A solid that keeps its shape changes each of its lengths by about one per cent when its volume changes by three. In a stiff oxide such a change of volume takes a pressure of several gigapascal. These rules of thumb invite a convenient approximation: calculate the structure once, then enlarge or shrink it like a photograph. Every bond then follows the cube root of the volume, and the pressure can be had without relaxing the atoms again.

The table puts this uniform scaling to the test for the tetragonal form of hafnium dioxide. At each volume the shape of the cell and the positions of the atoms were free to relax, within the tetragonal symmetry. The rows are a selection: runs that failed or met a known fault of the program are left out. The ratio c/a compares the height c of the cell with the edge a of its square base. A positive pressure means a compressed crystal, a negative one a crystal pulled apart.

Tetragonal HfO2 (6-atom cell), calculated with Ansatz 0.2.0 using the r2SCAN density functional, PAW and plane waves up to 500 eV, without spin polarization. The k mesh is 6×6×6, with Gaussian smearing of 0.02 eV. At each fixed volume, cell shape and atoms were relaxed to a force tolerance of 0.01 eV/Å; positive pressure means compression.

| volume (relaxed cell) (Å³/atom) | c/a (relaxed cell) | shortest distance (relaxed cell) (Å) | pressure (GPa) |
| --- | --- | --- | --- |
| 9.762 | 1.4216 | 2.050 | 35.16 |
| 10.095 | 1.4277 | 2.051 | 23.76 |
| 10.428 | 1.4352 | 2.054 | 14.28 |
| 10.761 | 1.4441 | 2.057 | 6.44 |
| 11.426 | 1.4667 | 2.061 | -5.25 |
| 11.759 | 1.4817 | 2.062 | -9.43 |
| 12.203 | 1.5044 | 2.063 | -13.57 |

**(a) Use the row at 9.762 Å³ per atom to predict the shortest distance at 12.203 Å³ per atom by uniform scaling. Compare it with the table, and find out which distances take up the expansion.**

*Geometry.* The cell holds two Hf and four O atoms. Each Hf has eight O neighbours, all at the horizontal distance a/2. The oxygens are shifted along c by a length u, so that four neighbours lie at the vertical distance c/4 − u and four at c/4 + u. With c/a = √2 and u = 0 the crystal would be cubic, with eight equal bonds.

**Solution.** The volume grows by a factor of 12.203/9.762 = 1.250, and its cube root is 1.077. Scaling therefore predicts 2.050 Å × 1.077 = 2.208 Å. The table has 2.063 Å, so the prediction is too long by 7% of the calculated distance. The short bond has hardly taken part in an expansion by a quarter.

The missing length can be found from the same row. Six atoms fill 6 × 12.203 = 73.22 Å³, and with c/a = 1.5044 this gives the edges

a = (73.22/1.5044)^(1/3) = 3.651 Å, c = 1.5044 × 3.651 = 5.493 Å.

The short bond fixes the oxygen shift, and the shift fixes the long bond:

c/4 − u = √(2.063² − 1.826²) = 0.96 Å, hence u = 1.373 − 0.96 = 0.41 Å,

long bond = √(1.826² + (1.373 + 0.41)²) = 2.55 Å.

The same steps give a long bond of 2.19 Å at the smallest volume. The four long bonds thus stretch by about 16%, while the four short ones stretch by less than 1%. Hafnium goes from a nearly eightfold surrounding towards a fourfold one. A scaled structure would have kept the two sets in a fixed proportion.

A mean value would hide this failure. The average of the short and long bonds in the last row is 2.31 Å, and eight equal bonds in a cubic crystal of the same volume would measure 2.28 Å. The mean follows the volume to about 1%, although neither set of bonds does. In the structure, the failure shows when the bonds are listed separately, or when c/a is seen to rise from row to row, since scaling would leave it constant.

**(b) The run at 11.759 Å³ per atom is taken to have started from the relaxed row at 11.426, uniformly enlarged. Before any relaxation its pressure was −11.62 GPa, and relaxing then lowered the energy of the six-atom cell by 0.0137 eV. How wrong is the stiffness of the scaled crystal, and do the energies confirm the result?**

**Solution.** Stiffness means here the change of pressure divided by the relative change of volume, taken between two rows. The relative change is ln(11.759/11.426) = 0.0287. Both paths begin at −5.25 GPa, the pressure of the row at 11.426:

scaled: (11.62 − 5.25)/0.0287 = 222 GPa,

relaxed: (9.43 − 5.25)/0.0287 = 146 GPa.

The scaled crystal is too stiff by about half of the relaxed value. A further stretch of 1% in volume would thus seem to need 2.2 GPa, where the relaxed crystal needs 1.5 GPa. Both pressures come from the same density functional, so the error belongs to the frozen structure and not to the functional.

The energies offer a check without any adjustable constant. If the starting structure really is the neighbouring row enlarged, the scaled and the relaxed crystal have the same energy and the same pressure at 11.426. From there the difference in pressure grows roughly in proportion to the volume step, up to 11.62 − 9.43 = 2.19 GPa. The scaled crystal should then lie higher in energy by half this difference times the step of 0.333 Å³ per atom. With 1 GPa·Å³ = 6.24 meV,

½ × 2.19 × 0.333 × 6.24 = 2.3 meV per atom.

The 0.0137 eV released by the cell, shared among its six atoms, is also 2.3 meV per atom. The agreement supports the assumption about the starting structure, and with it the excess pressure of the scaled crystal. It also shows why this error is easily overlooked: an energy of two thousandths of an electronvolt per atom looks harmless, yet it arises within a small volume step and so corresponds to a large error in pressure.

The same comparison can be made under compression, from 10.428 to 10.095 Å³ per atom. That run began at 25.46 GPa and released 0.0106 eV per cell on relaxing. The energy check on the starting structure also holds there, with 1.8 meV per atom both ways. The scaled crystal has a stiffness of 345 GPa and the relaxed one 292 GPa, an excess of 18%. Scaling thus errs to the stiff side in both directions, but the relative error is much larger in the stretched crystal.

Not all softening on expansion comes from the relaxation within a step. Between these two steps the stiffness of the scaled crystal itself falls, from 345 to 222 GPa. Bonds weaken as they are lengthened, and scaling does include that. But the two scaled crystals also start from different relaxed structures, the second with a larger shift of the oxygens, so the fall cannot be assigned to the lengthening alone. What scaling leaves out is the additional freedom of the atoms and of the cell shape within each step, and two steps are too few to tell how that part varies with volume.

**(c) Why does uniform scaling fail in this crystal, and how is the height of the cell tied to the shift of the oxygens? Test the idea that the distortion of the cell follows the square of the shift.**

**Solution.** The sign of the error in stiffness follows from a general argument. When the volume is changed, a scaled crystal must carry the whole load in the proportions it had before. A relaxed crystal may also move its oxygens and change its c/a, and it does so only where this lowers the energy. Its energy curve therefore touches the scaled curve at the common starting point and lies below it on both sides. A curve that lies lower on both sides is less strongly bent, and a less bent energy curve means a softer crystal.

The size of the error depends on how strongly the free positions respond to volume, and here they respond strongly. The shift u grows from 0.12 Å in the first row to 0.41 Å in the last. A simple picture of ions suggests why. Each oxygen sits between four Hf neighbours, and their short-range repulsion tends to hold it in the middle. The electric forces are expected to favour the shift, because neighbouring columns of oxygens move in opposite directions along c, which lowers their electric energy. On expansion the repulsion fades much faster than the electric forces. The oxygen then moves further towards two of its neighbours, until their repulsion stops it at nearly the old short distance.

This picture fits the nearly constant short bond, but the table does not separate the repulsion from the electric forces and so cannot prove it. Covalent bonding between Hf and O can also have a say in where the balance lies. What the numbers do establish is the result of that balance: the expansion goes into one set of bonds.

The shape of the cell follows the shift. In the cubic crystal, a shift of the oxygens by +u and one by −u give equivalent structures, and both must distort the cell by the same amount. The distortion can therefore contain no term proportional to u, and for small shifts it should begin with the square:

(c/a)/√2 − 1 = k u².

The left side is the relative excess of c/a over its cubic value. Symmetry does not fix the sign of k; that the cell grows taller and not flatter has to be read from the rows. Nor does symmetry require the same k at every volume, so a single k for all rows is a further assumption. A least-squares fit to the seven rows, with k as the only constant, gives k = 0.371 per Å². For the row at 11.426 Å³ per atom, which was part of the fit, u = 0.319 Å and the law gives 0.371 × 0.319² = 0.038. The table gives 1.4667/√2 − 1 = 0.037.

The law describes the whole range well, from a distortion of 0.5% to one of 6.4%, with a typical miss of 0.05 percentage points. The misses are not random, however. The fitted distortion is slightly too large in the first five rows, right within the rounding of the table in the sixth and too small in the last, which points to higher powers of u or to a direct influence of the volume. Since c/a was also used to obtain u, the fit is a test of consistency with the symmetry argument and no independent proof of what drives what.

Geometry shows which of the two changes matters more for the bonds. Give the last row the cubic ratio c/a = √2, but keep its volume and its oxygen shift. The edges become a = (73.22/√2)^(1/3) = 3.727 Å and c = 5.271 Å, and the short bond becomes

√(1.864² + (1.318 − 0.412)²) = 2.07 Å.

This is only about 0.01 Å longer than in the relaxed cell. The shift of the oxygens does nearly all the work of keeping the short bonds short, and the taller cell adds a small correction. The forces suggest that the energy gain, too, comes mostly from the oxygens. In the scaled cell at 11.759 Å³ per atom each oxygen felt about 0.17 eV/Å, and it then slid by about 0.034 Å relative to the cell. Half the force times the path, for four oxygens, is about 0.012 eV of the 0.0137 eV released per cell. The split is only approximate, because shape and atoms are coupled and were relaxed together.

The argument also tells where scaling is safe. In a cubic crystal whose atoms are held in place by symmetry, as in rock salt or ideal fluorite, there is no free position and no free ratio of edges. As long as that symmetry is kept, uniform scaling is exact. Where atoms can slide without breaking the symmetry, the pressure before and after relaxation should be compared at one changed volume, and the bonds should be listed one set at a time.

The relaxed stiffness has a limit of its own. The calculation keeps the tetragonal symmetry at each volume, whereas real hafnium dioxide is monoclinic at ordinary conditions and can change to other forms under pressure. The values in (b) therefore describe the tetragonal crystal as long as it survives. They should not be used across a change of phase, which would bring a new structure and often a jump in volume.
